## Counting the electrons

A fast electron that crosses a crystal pushes the valence electrons aside, and the ion charge left uncovered pulls them back. The electron cloud then swings as a whole, in an oscillation called the plasmon, and the passing electron pays for it with one quantum of energy. The restoring force grows in proportion to the electron density $n$, so the frequency grows as $\sqrt n$. If the swing is fast compared with the motion in the bonds, counting valence electrons per volume is enough to place it.

A slab of electrons shifted by $x$ sets up the field $nex/\varepsilon_0$. Newton's law $m\ddot x=-ne^2x/\varepsilon_0$ gives $\omega_p^2=ne^2/\varepsilon_0 m$, and with the constants inserted $\hbar\omega_p=37.13\ \text{eV}\,\sqrt{n/\text{Å}^{-3}}$. Cubic SiC has four valence electrons from each of its two atoms in a cell of 20.69 Å³:

$$n=\frac{8}{20.69\ \text{Å}^3}=0.3866\ \text{Å}^{-3},\qquad \hbar\omega_p=37.13\times0.6218\ \text{eV}=23.09\ \text{eV}.$$

The computed spectrum peaks at 23.32 eV on its full energy grid. The count, which has no adjustable constant, lies 1.0 % below that value. The top of the peak is flat, and a parabola through rows 17–19 culminates at 23.00 eV, just under the count, so the match holds to a few tenths of an eV and its sign is not firm.

Energy-loss spectrum of cubic SiC from Yambo 5.3.0, in the RPA with local fields (2 Ry screening block) on Quantum ESPRESSO PBE states with PseudoDojo 0.4.1 potentials. The run uses a 6×6×6 k-mesh, 44 bands in the response sums, a damping of 0.5 eV and a momentum transfer of one sixth of a reciprocal lattice vector, without quasiparticle correction.

| row | loss function | loss energy (eV) |
| --- | --- | --- |
| 1 | 0.008 | 0.00 |
| 2 | 0.009 | 1.41 |
| 3 | 0.010 | 2.61 |
| 4 | 0.014 | 4.02 |
| 5 | 0.028 | 5.43 |
| 6 | 0.049 | 6.83 |
| 7 | 0.076 | 8.04 |
| 8 | 0.090 | 9.45 |
| 9 | 0.119 | 10.85 |
| 10 | 0.230 | 12.26 |
| 11 | 0.337 | 13.47 |
| 12 | 0.336 | 14.87 |
| 13 | 0.396 | 16.28 |
| 14 | 0.668 | 17.69 |
| 15 | 1.034 | 18.89 |
| 16 | 1.680 | 20.30 |
| 17 | 2.633 | 21.71 |
| 18 | 2.862 | 23.12 |
| 19 | 2.621 | 24.32 |
| 20 | 2.072 | 25.73 |
| 21 | 1.082 | 27.14 |
| 22 | 0.702 | 28.54 |
| 23 | 0.585 | 29.75 |
| 24 | 0.462 | 31.16 |
| 25 | 0.412 | 32.56 |
| 26 | 0.366 | 33.97 |
| 27 | 0.310 | 35.18 |
| 28 | 0.289 | 36.58 |
| 29 | 0.301 | 37.99 |
| 30 | 0.238 | 39.40 |

The rows are points of one RPA spectrum on PBE states. The loss energy is $\hbar\omega$, and the loss function is $L=-\mathrm{Im}\,1/\varepsilon(q,\omega)$, with $\varepsilon=\varepsilon_1+i\varepsilon_2$ the dielectric function. The momentum transfer is finite, $q=0.416$ Å⁻¹ along [111], so this is not the optical limit. $L$ rises up to row 18 except for a level step at rows 11–12, and falls afterwards except at row 29.

## Row 8: strong absorption, weak loss

Light is a transverse wave, and for a given frequency and field inside the crystal its absorption is proportional to $\varepsilon_2$. A passing charge acts through its own field, which the crystal screens by the factor $1/\varepsilon$. Where the crystal responds strongly it therefore shields itself from the charge. In symbols,

$$L=\frac{\varepsilon_2}{\varepsilon_1^2+\varepsilon_2^2}\le\frac1{\varepsilon_2}.$$

The same calculation puts the maximum of $\varepsilon_2$ at 9.45 eV, the energy of row 8, with a height of 10.95. The bound there is $1/10.95=0.0913$, and the table has 0.090. The loss sits almost on its ceiling, provided the height refers to the same $\varepsilon$, and this means that $\varepsilon_1$ is small beside $\varepsilon_2$, as it is near the centre of a strong resonance. The strongest interband transitions of SiC thus leave no maximum among the tabulated rows, which lie 1.36 eV apart on average.

## Row 18: the plasmon

Above the main transitions the electrons lag behind the field, and standard theory has $\varepsilon_1$ negative, climbing back towards one roughly as $1-\omega_p^2/\omega^2$, while $\varepsilon_2$ dies away. Near the zero of $\varepsilon_1$ the screening fails and $L\approx1/\varepsilon_2$ becomes large. The value 2.862 in row 18 corresponds to $\varepsilon_2\approx0.35$ if $\varepsilon_1$ vanishes there. It is 32 times the loss of row 8, and as long as $\varepsilon_1$ is small in row 18 too, the same rule $1/\varepsilon_2$ governs both rows.

The peak is wide: interpolation gives half height at 19.8 and 26.6 eV, a full width of 6.9 eV. The damping of 0.5 eV put into the calculation would by itself make a plasmon line only about 1 eV wide, or, with the form of broadening inferred below for row 1, is expected to make it somewhat wider but still under 2 eV, so most of the width is not the imposed broadening. The standard cause is decay: in a crystal an electron can be lifted from a valence band to a high conduction band at the plasmon energy, which keeps $\varepsilon_2$ finite and drains the oscillation. The calculation contains such transitions, but the table does not resolve their share.

## Why the bare count works for a bonded crystal

The electrons of SiC are bound, and binding adds a second restoring force. With all transitions lumped into one oscillator, $\varepsilon=1+\omega_p^2/(\omega_0^2-\omega^2)$, the static value fixes $\omega_0^2=\omega_p^2/(\varepsilon(0)-1)$, and $\varepsilon$ vanishes at $\omega^2=\omega_p^2+\omega_0^2$. The computed $\varepsilon(0)=5.30$ gives $\hbar\omega_0=11.13$ eV and a plasmon at 25.63 eV. This better-motivated estimate overshoots the computed peak by 9.9 %.

Two sum rules explain what that energy really is:

$$\int\omega L\,d\omega=\frac{\pi}{2}\omega_p^2,\qquad \frac{2}{\pi}\int\frac{L}{\omega}\,d\omega=1-\frac1{\varepsilon(0)}.$$

Their ratio is a mean of $\omega^2$ over the spectrum, equal to $\omega_p^2\,\varepsilon(0)/(\varepsilon(0)-1)$, which is $\omega_p^2+\omega_0^2$ rewritten. The one-oscillator energy is thus an average over all losses, and it is sure to equal the peak position only if the spectrum is a single sharp line. A long tail at high energy pulls the average up, while losses below the peak pull it down.

The table bears on this directly, within the accuracy of a coarse trapezoid sum. From row 2 (the artefact at zero energy, explained below, would make $L/\omega$ diverge) to the last row it fills about 96 % of the second rule, which favours low energies, but only 77 % of the first, or 6.1 of the 8 electrons. Measured against the static screening of the same run, the low and middle spectrum is nearly complete, and the shortfall is in the rule that weights high energies. The same average taken over the window alone is 22.91 eV, just below the peak, so the one-oscillator energy owes its excess to strength that the rules demand and the table does not hold. The tail is large enough to supply it: continued from row 30 with the power −3.13 fitted to rows 22–30, it would add more than the 195 eV² missing from the first rule. How much of it actually lies above the last row, how much is lost because the response sums use only 44 bands, and how much is altered by the nonlocal pseudopotentials is untested.

The mechanism follows from $\varepsilon_1=1-\sum_j f_j\omega_p^2/(\omega^2-\omega_j^2)$, where $f_j$ is the share of strength at transition frequency $\omega_j$. Transitions below the plasmon make $\varepsilon_1$ more negative than free electrons would and push its zero up; transitions above it contribute positively and push the zero down. Finite $q$ acts upward through the same $\omega_j$; for free electrons it alone would give 23.74 eV. And where $\varepsilon_2$ falls with energy, as is expected here, the maximum of $L$ lies somewhat above the zero of $\varepsilon_1$, because $1/\varepsilon_2$ is still growing there. Theory therefore reads the close match of the bare count as a balance of upward and downward shifts. The count is expected to place the peak well when most of the strength lies well below $\hbar\omega_p$ and the upward push of binding is offset by strength lying above; the remaining shift depends on how the bands spread that strength.

## How far one damped line goes

A damped-oscillator line, $L=S\gamma\omega/[(\Omega^2-\omega^2)^2+\gamma^2\omega^2]$, with centre $\Omega$, width $\gamma$ and strength $S$ free, was fitted to all 30 rows, rows 8 and 18 included; the output printed after this text lists the residuals. It centres at 23.4 eV and is 4 % above the table value in row 18. For a given centre the height of the line fixes only the ratio of strength to width, so an error in one carries over to the other. The largest miss is in row 20, where the line is 0.201 below the table's 2.072; in row 21 it is 0.139 above the table's 1.082, so the computed peak drops more steeply there than the line. The line lies too high at row 8, by nearly half the table value, and too low in every row from 24 on. At row 30 the table is 2.15 times the line, so the tail holds losses that a single resonance lacks, as a continuum of high interband transitions would supply.

## Row 1 and the irregular rows

A crystal with a gap has no electronic excitation at zero energy, yet row 1 shows 0.008. If the resonant and antiresonant terms of a transition at energy $E$ are broadened by $\eta$ so that their imaginary parts add, then $\varepsilon_2(0)\approx(\varepsilon(0)-1)\,\eta/E$. Taking the damping for $\eta$ and the absorption peak for $E$,

$$L(0)\approx\frac{4.30\times0.5/9.45}{5.30^2}=0.0081 .$$

This value has no fitted constant and matches row 1 within rounding. With the single-oscillator energy of 11.13 eV for $E$ it would be 0.0069, so the size is explained, but the exact match owes something to the choice of $E$. The entry is a broadening artefact, since the gap allows no loss there; that the run used this form of broadening is inferred from the size.

The same one-transition model, taken at finite energy, falls behind from row 2 on and gives 0.012 against 0.028 in row 5, where real transitions are expected: the direct gap on the mesh is 4.55 eV, though the onset at this finite $q$ can differ somewhat from it. That onset is not a prediction for real SiC. No quasiparticle correction was applied, PBE gaps are too small, and RPA omits the electron–hole attraction that reshapes the absorption edge.

Row 11 lies 23 % above a logarithmic interpolation between its neighbours, which goes with the level step (low values in rows 12–13 would describe it as well), and row 29 lies 15 % above. Both excesses are far larger than the rounding, and row 20, the largest miss of the fitted line, is a similar shoulder on the falling flank. All three may be interband structure or the graininess of a 6×6×6 mesh whose convergence was not tested, and the table cannot tell which. The program also warned that the chosen band cut splits a degenerate level; the effect on the spectrum was not measured. The static $\varepsilon$ used above carries its own limit: local fields lower it by 7.3 % of the independent-particle value, with a small block of 2 Ry whose convergence is also untested.

Numerical output:

```
cell 20.69 A^3, density 0.3866 e/A^3, q 0.416 1/A, kF 2.254 1/A
rounding of the table: loss 0.0005, energy 0.005 eV; mean row spacing 1.36 eV
largest row 18: 2.862 at 23.12 eV; parabola top 23.00 eV; full-grid peak 23.32 eV
oscillator energy from static eps: 11.13 eV (absorption peak 9.45 eV)
free electrons: 23.09 eV, minus peak -0.23 eV (-1.0 %)
free electrons + dispersion: 23.74 eV, minus peak +0.43 eV (+1.8 %)
one oscillator from static eps at q: 25.63 eV, minus peak +2.32 eV (+9.9 %)
half height at 19.76 and 26.64 eV, width 6.89 eV = 6.9 x twice the damping
eps2 at the peak if eps1 = 0: 0.35; free-electron pair continuum ends at 7.8 eV
row 8: loss 0.090, bound 1/eps2 0.0913, implied |eps1| 1.0 to 1.5; peak/row 8 32
f-sum to 39.4 eV: 642 of 837 eV^2 = 77 %, 6.1 electrons
  rows 1-14: 0.37 electrons
  rows 14-22: 4.41 electrons
  rows 22-30: 1.36 electrons
inverse sum: from row 2 0.779, from row 4 0.772, 1-1/eps 0.811 (96 %, 95 %)
moment energy in window 22.91 eV; with both rules full 25.63 eV
local fields change static eps by -0.414 (-7.3 %)
broadening tail, no fit (direct gap on mesh 4.55 eV): row, eV, table, model
  1 0.00 0.008 0.0081
  2 1.41 0.009 0.0083
  3 2.61 0.010 0.0090
  4 4.02 0.014 0.0102
  5 5.43 0.028 0.0122
strength fixed: centre 23.61 eV, width 7.71 eV, S/wp^2 1.00, rms 0.145, worst row 21 +0.389
strength free: centre 23.44 eV, width 6.60 eV, S/wp^2 0.86, rms 0.092, worst row 20 -0.201
free-strength line: row, table, model minus table
  1 0.008 -0.008 | 2 0.009 +0.005 | 3 0.010 +0.017
  4 0.014 +0.029 | 5 0.028 +0.032 | 6 0.049 +0.032
  7 0.076 +0.026 | 8 0.090 +0.042 | 9 0.119 +0.052
  10 0.230 -0.007 | 11 0.337 -0.053 | 12 0.336 +0.047
  13 0.396 +0.137 | 14 0.668 +0.101 | 15 1.034 +0.051
  16 1.680 -0.012 | 17 2.633 -0.167 | 18 2.862 +0.112
  19 2.621 +0.048 | 20 2.072 -0.201 | 21 1.082 +0.139
  22 0.702 +0.113 | 23 0.585 +0.009 | 24 0.462 -0.034
  25 0.412 -0.092 | 26 0.366 -0.119 | 27 0.310 -0.109
  28 0.289 -0.127 | 29 0.301 -0.168 | 30 0.238 -0.127
tail power, rows 22-30: table -3.13, line -6.16; table/line at row 30 2.15
row 11: 0.274 from neighbours, excess +0.063 (+23 %)
row 29: 0.262 from neighbours, excess +0.039 (+15 %)
steps: row 11 to 12 -0.001, row 28 to 29 +0.012
```
